**Q.** I need polarisabilities and C6 coefficients for halogen and noble-gas atoms. How far can I trust these Hartree-Fock response values?

Coupled Hartree-Fock response of neutral group 17 and 18 atoms in their ground configurations, from PySCF 2.14.0 with def2-TZVPPD, non-relativistic with a point nucleus. Each atom is one real unrestricted determinant at highest spin. The static dipole polarisability is the mean of three components, C6 is the Casimir-Polder integral for two like atoms, and S(-4) is a Cauchy moment.

| species | Z | electrons | configuration | polarisability (bohr^3) | largest over smallest component | C6 (hartree bohr^6) | S(-4) (a.u.) | 4 C6 / (3 alpha^2) (hartree) | tabulated polarisability (bohr^3) |
| --- | --- | --- | --- | --- | --- | --- | --- | --- | --- |
| F | 9 | 9 | [He] 2s2 2p5 | 3.269 | 1.10 | 8.413 | 4.20 | 1.05 | 3.74 |
| Cl | 17 | 17 | [Ne] 3s2 3p5 | 14.21 | 1.14 | 88.98 | 48.8 | 0.588 | 14.6 |
| Br | 35 | 35 | [Ar] 3d10 4s2 4p5 | 20.30 | 1.14 | 161.4 | 90.0 | 0.522 | 21 |
| He | 2 | 2 | 1s2 | 1.293 | 1.00 | 1.332 | 1.28 | 1.06 | 1.384 |
| Ne | 10 | 10 | [Ne] | 2.357 | 1.00 | 5.439 | 1.98 | 1.31 | 2.661 |
| Ar | 18 | 18 | [Ar] | 10.75 | 1.00 | 62.10 | 24.7 | 0.716 | 11.08 |
| Kr | 36 | 36 | [Kr] | 16.47 | 1.00 | 125.9 | 51.4 | 0.618 | 16.78 |

**A.** The static polarisability α lies below the tabulated one, the recommended value of the 2018 compilation, in all seven rows. Relative to that reference, F is low by 13 %, Ne by 11 % and He by 7 %, while Cl, Br, Ar and Kr are low by about 3 % or less. The failure is therefore concentrated in the light atoms, and above all in the two with a 2p valence shell. Bromine's gap says little, because its reference has two figures and their rounding could account for a large part of the gap.

The two atoms of a period have errors of similar size, so comparisons within a period survive and some comparisons between periods do not. The ratio F/Ne is 1.39 against a tabulated 1.41, whereas Ar/Ne is 4.56 against 4.16. The order of the seven polarisabilities is the same in both columns. The column "largest over smallest component" describes a halogen determinant with its p hole along one axis and without spin-orbit coupling. It is not the anisotropy of the real ²P3/2 level, so I use only the mean α.

**Q.** Why should fluorine and neon be so much worse?

**A.** The table has one level of theory, so it shows the pattern and theory has to supply the cause. Hartree-Fock lets each electron move in the average field of the others. In a compact 2p shell the correlated motion that this average leaves out matters most, and I expect the response to come out too stiff. One sign is the orbital energy, which governs the tail of the Hartree-Fock density and the scale of its excitation energies. As rough recalled values, it is about 0.85 hartree for neon 2p, against an ionisation energy of about 0.8. A larger orbital energy goes with a shorter tail and higher excitation energies, and α is a sum of strengths divided by squared excitation energies. For argon the 3p orbital energy of the same calculation, 0.591 hartree, agrees with the rough ionisation energy, and α is nearly right. This is a sign and not a proof: an orbital energy leaves out both the relaxation of the ion and correlation, and the two partly cancel.

Correlation is not the only omission, and the table alone cannot separate the parts. A basis short of diffuse functions also lowers α, and for helium a rough recalled comparison with the Hartree-Fock limit puts about 2 of the 7 percentage points on the basis. Br and Kr are treated without relativity, so their small gaps should not be assigned to correlation alone.

**Q.** C6 goes as α². Is neon's C6 then too low by more than 20 %?

**A.** It is low by only 12 %, relative to a theoretical reference value. The last computed column defines an effective frequency w through C6 = (3/4) α² w. For neon the factor from α² is (2.357/2.661)² = 0.785, but w is too high by a factor 1.118, and the product is 0.877. A response that is too stiff lowers α and raises w, so the two errors partly cancel in C6.

The same cancellation appears in F and He, where w is too high by about 16 % and 7 %. In Cl, Ar and Kr, w agrees with the value implied by the references within 3 %. The C6 and α references come from different sources, so these mixed ratios are good to a few per cent only. The sign for F and Ne is safe on that scale, and the differences among the heavier atoms are not.

**Q.** I usually get C6 from α with London's formula. What does that assume?

**A.** It treats the atom as a charge on a spring with one frequency. The real response at imaginary frequency u is a sum over many springs, with strengths f and frequencies ω:

α(iu) = Σ f/(ω² + u²), S(k) = Σ f ω^k, α = S(-2)

The Casimir-Polder integral (3/π)∫α(iu)² du then gives C6 = (3/2) α² ⟨ωω′/(ω + ω′)⟩, where each spring is weighted by its share f/(ω²α) of the static polarisability. For one spring the average is ω/2, which is London's formula with w = ω. The analogy holds for the dipole response over a limited range of u. It says nothing about real excitation energies, and it breaks when the strengths are spread widely.

For many springs, w lies between two bounds. Since ωω′/(ω + ω′) = 1/(1/ω + 1/ω′), convexity gives w ≥ 1/⟨1/ω⟩, which is at least w₄ = √(α/S(-4)). Since ωω′/(ω + ω′) ≤ (ω + ω′)/4, w is at most ⟨ω⟩ and hence at most √(S(0)/α). Both bounds become equalities only for a single frequency. That every row obeys them is built into the response and tests nothing, but the ratio w/w₄ measures the spread of the spectrum from the table alone.

**Q.** Can you work one case through?

**A.** Take neon, with nothing fitted to this row or any other:

w₄ = √(2.357/1.98) = 1.091 hartree

C6 ≈ 0.75 × 2.357² × 1.091 = 4.55 hartree bohr⁶, against the computed 5.439

The one-spring estimate is 16 % below the computed C6, and fluorine fails by the same amount. For Cl, Br, Ar and Kr the shortfall is 8 to 9 %, and for He it is 5 %. The rounding of S(-4) is far too fine to produce these gaps, so they are real features of the computed spectra. Four parameter-free choices of frequency were applied to all seven rows, and the printed output below lists their errors row by row.

**Q.** And the versions I know, with the ionisation energy or an electron count?

**A.** London's choice w = I, with rough recalled ionisation energies, puts all strength at threshold and falls below the computed C6 in every row. The shortfall is about 40 % for F and Ne and between 13 and 19 % for the other five. Helium and neon show the flaw directly: neon has the lower ionisation energy but the higher w. Most of the strength of these atoms lies in the continuum, so I is too low a frequency, and most of all where the spectrum reaches far above threshold.

The Slater-Kirkwood choice w = √(n/α), with n electrons on one spring, errs in the other direction in every row. With valence electrons it is again worst for F and Ne, about 40 % above the computed C6. With all electrons it overshoots by 151 % for Br, since core electrons respond at high frequency and add little to α. The count that would reproduce C6 is αw², which is 4.0 for neon's eight valence electrons. That is an effective count for a single spring, not a number of electrons that respond.

**Q.** Why is the spectrum of a 2p shell so broad, when helium is just as compact?

**A.** This part is an argument from theory that the table does not test directly. A p shell responds mainly through p → d transitions, and a d wave must cross the centrifugal barrier l(l+1)/2r² to overlap the shell. The same calculation gives root-mean-square valence radii of 1.11 bohr for Ne 2p and 1.82 bohr for Ar 3p. With l = 2 the barrier 3/r² at these radii is about 2.4 and 0.9 hartree. In neon slow d waves stay outside the shell, so the strength sets in late and stretches far into the continuum. The bare barrier is only a guide, because it leaves out the attraction on the d wave. Radial nodes matter too: for 3p and 4p the dipole integral to the d wave changes sign above threshold, at a Cooper minimum, which cuts the strength off. The nodeless 2p has no such minimum.

Helium responds through s → p, with l = 1 and a barrier 1/r². At its radius of 1.08 bohr this is about 0.9 hartree, as in argon, and helium has a single subshell. Its spread w/w₄ is the smallest, 1.06, against 1.20 for neon. The picture separates F and Ne from the other five atoms but does not order Cl, Br, Ar and Kr among themselves. The thing to ask of an atom is whether its valence shell is both small and forced to respond through a high-l wave.

**Q.** So a large w/w₄ warns me that Hartree-Fock is poor?

**A.** It is a sound warning against one-frequency formulas, by the inequality above. As a warning against Hartree-Fock it is a guess. The two broadest spectra do belong to the two worst polarisabilities, and a compact 2p shell may lie behind both. Without helium, however, the high correlation coefficient only joins two clusters of points. Helium has the narrowest spectrum and the third largest error.

**Q.** Is there an internal sign that the basis itself fails?

**A.** The sum rule S(0) = N, the number of electrons, holds for coupled Hartree-Fock in a complete basis. The calculation reaches 0.996 of N for He, between 0.85 and 0.90 for F, Ne, Cl and Ar, and about one third for Br and Kr. A basis built for valence response has few tight functions to polarise inner shells, so theory assigns the deficit mainly to core strength at high frequency.

One can ask whether this deficit explains the low α. Place it at the single frequency ω that adds the needed δα. With the computed spectrum replaced by one spring at w, C6 then rises by 3α δα wω/(w + ω) plus a term (3/4) δα² ω. For neon this gives a gain of 34 % where the reference asks for 14 %, and fluorine overshoots similarly. Cl, Ar and Kr also overshoot, by margins closer to the uncertainty of the references. For helium the gain happens to match, but only with the strength at 0.30 hartree, far below the first excitation of the atom.

A deficit at one frequency thus does not explain the α errors in the light atoms. The test does not cover strength spread over several frequencies, but core strength lies too high to add much to α. Helium, with an almost complete sum and a clear error, shows that α can be low without such a deficit. The same expression shows that strength at ω ≫ w changes C6 about four times as much as α in relative terms. For Br and Kr, whose 3d shells are neither valence nor deep core, C6 and w are therefore less secure than α. That part of krypton's 3 % shortfall in C6 arises this way is a guess that a basis with tight polarisation functions would test.

Printed output of the fit:

```
1. HF vs reference: alpha err %, ref rounding %, C6 err %, ln ratio C6/alpha, w err %
F   -12.6  0.13  -11.6   0.92   15.7
Cl   -2.7  0.34   -5.9   2.26   -0.7
Br   -3.3  2.38      -      -      -
He   -6.6  0.04   -6.2   0.94    7.5
Ne  -11.4  0.02  -12.3   1.08   11.8
Ar   -3.0  0.05   -3.3   1.10    2.8
Kr   -1.8  0.03   -3.2   1.72    0.5
alpha ratios HF/ref: F/Ne 1.39/1.41, Cl/Ar 1.32/1.32, Br/Kr 1.23/1.25, Ar/Ne 4.56/4.16
2. Frequencies (hartree): w4=sqrt(a/S-4), w, w0=sqrt(S0/a), rough I; w/w4, w/I, n_eff=a*w^2
F  0.882 1.050 1.531 0.62  1.190 1.68 3.60
Cl 0.540 0.588 1.017 0.48  1.089 1.23 4.91
Br 0.475 0.522 0.745 0.44  1.100 1.18 5.54
He 1.005 1.062 1.241 0.92  1.057 1.16 1.46
Ne 1.091 1.305 1.918 0.81  1.196 1.61 4.02
Ar 0.660 0.716 1.230 0.59  1.086 1.22 5.52
Kr 0.566 0.619 0.871 0.51  1.093 1.20 6.31
rounding of S(-4) moves w4 by at most 0.20 %; two-figure I uncertain by up to 4 %
3. Error % of one-frequency C6 vs computed C6: w4, London I, SK valence, SK all N
F    -16.0   -40.5    39.4    58.1
Cl    -8.2   -18.7    19.5    86.2
Br    -9.1   -15.6    12.4   151.4
He    -5.4   -13.5    17.1    17.1
Ne   -16.4   -38.1    41.1    57.8
Ar    -7.9   -17.9    20.4    80.6
Kr    -8.5   -16.9    12.6   138.9
mean |err| % (worst): w4 10 (Ne), London I 23 (F), SK valence 23 (Ne), SK all N 84 (Br)
Ar alpha(iu), one oscillator vs computed %: u=0.5 +2.5, u=2.0 -13.5, u=5.0 -29.3
Ar u^2 alpha(iu) at u=5: 7.65 electrons; n_eff 5.52; S(0) 16.25
4. S0/N, N-S0, frequency closing the alpha gap (hartree), C6 gain % implied, C6 gain % needed
F  0.851   1.34  1.69  38.9  13.2
Cl 0.865   2.29  2.42   9.1   6.3
Br 0.322  23.75  5.82  14.0     -
He 0.996   0.01  0.30   6.3   6.6
Ne 0.867   1.33  2.09  34.4  14.0
Ar 0.903   1.75  2.30   9.7   3.4
Kr 0.347  23.49  8.71   7.5   3.3
Ar missing strength at the 1s energy adds 1.2e-04 bohr^3; alpha gap is 0.33 bohr^3
correlation of alpha err with w/w4: all -0.83, without He -0.99; with S0/N: -0.46
```
